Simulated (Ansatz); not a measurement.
# NbRh: pressure against volume per atom

Periodic Kohn-Sham DFT of a crystal at fixed atoms; pressure and stress are positive in compression; the energy is the free energy less that of spherical unpolarised free atoms; site moments are those in the method's own spheres, positive along +z. The results are calculated, by Ansatz 0.2.0.

Cell of the first row (space group P4/mmm, No. 123):
```
CELL_PARAMETERS angstrom
2.78400 0.00000 0.00000
0.00000 2.78400 0.00000
0.00000 0.00000 3.73120
ATOMIC_POSITIONS crystal
Nb 0.00000 0.00000 0.00000
Rh 0.50000 0.50000 0.50000
```

Settings of every row: method frozen-core PAW; functional PBEsol; relativity scalar; k mesh 14x14x11; filling fermi-dirac; smearing width 0.05 eV; wave cutoff 420 eV; paw set soft_2.

Atom start moment: 0 on all atoms.

Limits: PAW files made with PBE.

| row | volume per atom (Å³) | pressure (GPa) |
| --- | --- | --- |
| 1 | 14.46 | 16.324 |
| 2 | 14.767 | 10.026 |
| 3 | 15.075 | 4.371 |
| 4 | 15.229 | 1.764 |
| 5 | 15.383 | -0.705 |
| 6 | 15.536 | -3.045 |
| 7 | 15.69 | -5.261 |
| 8 | 15.998 | -9.346 |
| 9 | 16.306 | ? |

Question: what pressure should row 9 give?

Worked fit of pressure. Take u = (V_r/V)^(2/3) − 1 with V_r = 15.306 Å³ an atom, which is twice the finite (Eulerian) strain; such expansions in the strain, on which the Birch-Murnaghan equation of state is built, carry the rest volume and the bulk modulus. The shown rows have u = 0.03863, 0.02419, 0.01019, 0.00337, -0.00334, -0.00989, -0.01638, -0.02905. Least squares give pressure = 0.505 + 369.133 × u + 1039.07 × u² GPa; a straight line predicts inner rows, each left out in turn, worse (root mean square 0.36 against 0.011 GPa). The rows lie off it by 0.009, -0.016, -0.003, 0.003, 0.011, -0.001, 0.002, -0.005 (root mean square 0.008 GPa). The pressure vanishes at u = -0.0014, or V = 15.34 Å³ an atom, and there the bulk modulus at fixed shape and fractions is B = −V dP/dV = (2/3)(1 + u) dP/du = 244 GPa. Letting shape and atoms relax would as a rule lower it, by much in layered, chain or molecular crystals. The withheld row has u = -0.04131, so the fit gives 0.505 + 369.133 × (-0.04131) + 1039.07 × (-0.04131)² = -12.971 GPa.

The calculation gave -13.009 GPa. The fit lies 0.038 GPa (0.13 % of the column's range) above it; its largest miss of a shown row is 0.016 GPa. This row lies beyond the range of the fit.
